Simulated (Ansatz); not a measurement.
# Swapping F for Cl on Ge: the dipole moment

On one Ge centre that keeps SH, n of the F ligands are replaced by Cl. The dipole moment y in D at wB97M-V/def2-TZVPP. Shapes, held fixed at every level: PBE0-D4/def2-TZVP. Flexible molecules stand in one conformer, not always the lowest. Programs: Ansatz 0.2.0.

```
  molecule  n  y (D)
  Ge(SH)F3  0   2.56
Ge(SH)ClF2  1   2.41
Ge(SH)Cl2F  2      ?
 Ge(SH)Cl3  3   1.43
```

Task: Fit y = c + s·n to the known rows and predict Ge(SH)Cl2F.

Result: 
1. Means of the 3 rows: n = 1.33333, y = 2.133.
2. Σ(Δn)² = 4.6667, Σ(Δn·Δy) = -1.8333, so the slope is -1.8333/4.6667 = -0.39285.
3. Intercept: 2.133 − (-0.39285) × 1.33333 = 2.657. The largest residual of the fit is 0.15.
4. Ge(SH)Cl2F: 2.657 + (-0.39285) × 2 = 1.87 D.

The run gave 1.73 D, so the prediction is off by +0.14 D, within the scatter of the fit. The steps per swap are uneven (-0.15, -0.68, -0.30), so a line is a poor model. Dipoles add as vectors. Other levels give for Ge(SH)Cl2F: r2SCAN-D4/def2-TZVPP 1.70; B3LYP-D4/def2-TZVPP 1.74 D. Relativity is left out for Ge unless named.

The dipole moment falls with every replacement of F by Cl, from 2.56 D in Ge(SH)F3 to 1.43 D in Ge(SH)Cl3. Fluorine is the more electronegative halogen, so Ge–F bonds are more polar than Ge–Cl bonds. In a roughly tetrahedral molecule the three Ge–halogen moments partly cancel, and their resultant opposes the Ge–S moment. Chlorine brings the ligands closer in polarity and so improves the cancellation. The moment left in Ge(SH)Cl3 probably owes much to the bent SH group, with its S–H bond and sulfur lone pairs.

The small first step fits this picture: a single Cl weakens one bond moment but also breaks the balance among the halogens, adding a component across the Ge–S axis. That the middle step is the largest suggests that the orientation of SH relative to the unlike halogens also matters. The close agreement of the three functionals for Ge(SH)Cl2F indicates that the unevenness there is not mainly a functional effect. Total moments alone cannot separate the bond and lone-pair contributions.
